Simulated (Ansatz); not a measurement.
A ladder of methods for SiF2 (SMILES F[Si]F)

SiF2 has 3 atoms, charge 0, and is taken as a singlet. SMILES: `F[Si]F`. The shape is that of a GFN2-xTB optimisation.

```xyz
3

Si    0.0042   -0.0077   -0.7448
F     1.1659   -0.0173    0.3806
F    -1.1702    0.0250    0.3642
```

Quantity: the vertical energy of the triplet above the singlet, in eV. The values are calculated.

```
          level                    kind  program  value (eV)  less CCSDT/STO-3G  CPU time (all runs)
      HF/STO-3G            Hartree–Fock   Ansatz        3.06              -0.53               0.22 s
     PBE/STO-3G                     GGA   Ansatz        3.78              +0.19                3.5 s
  r2SCAN/STO-3G                meta-GGA   Ansatz        3.71              +0.12                6.6 s
   BHLYP/STO-3G           global hybrid   Ansatz        3.60              +0.01                2.4 s
 wB97M-V/STO-3G  range-separated hybrid   Ansatz        3.96              +0.37                 34 s
  B2PLYP/STO-3G           double hybrid   Ansatz        3.75              +0.16                3.1 s
 RPA@PBE/STO-3G                     RPA   Ansatz        3.58              -0.01                4.7 s
 BCCD(T)/STO-3G   coupled cluster or CI   Ansatz        3.62              +0.03               0.61 s
CCSDT(Q)/STO-3G   coupled cluster or CI   Ansatz        3.61              +0.02                1.8 s
   CCSDT/STO-3G   coupled cluster or CI   Ansatz        3.59               0.00                  1 s
```

Differences are taken from CCSDT/STO-3G for orientation; it has basis-set and higher-order errors of its own. The values span 3.06 to 3.96 eV. All rows use very small basis sets, so none should be taken for the real molecule's value. Times are those of the runs behind each value, whatever else they computed, on shared processors of several kinds: orders of magnitude only.

The singlet lies well below the triplet at every level, as expected for a silylene with two fluorine substituents. Its lone pair occupies an orbital rich in silicon 3s character, which the electronegative fluorines stabilise further, while π donation from fluorine raises the empty out-of-plane 3p orbital. Reaching the triplet means promoting an electron across this separation, at a cost that the gain in exchange energy doesn't repay.

Hartree–Fock gives the smallest gap because it omits the correlation of the opposite-spin lone pair, which favours the singlet; every correlated method raises the value. The coupled-cluster results agree within 3.59 to 3.62 eV, suggesting that excitations beyond triples matter little here and that the singlet is well described by a single reference. The close agreement of BHLYP and RPA with them may owe something to error cancellation, and doesn't establish either as generally reliable for silylenes. The adiabatic gap should be smaller than the vertical one, since the triplet would relax towards a wider F–Si–F angle.
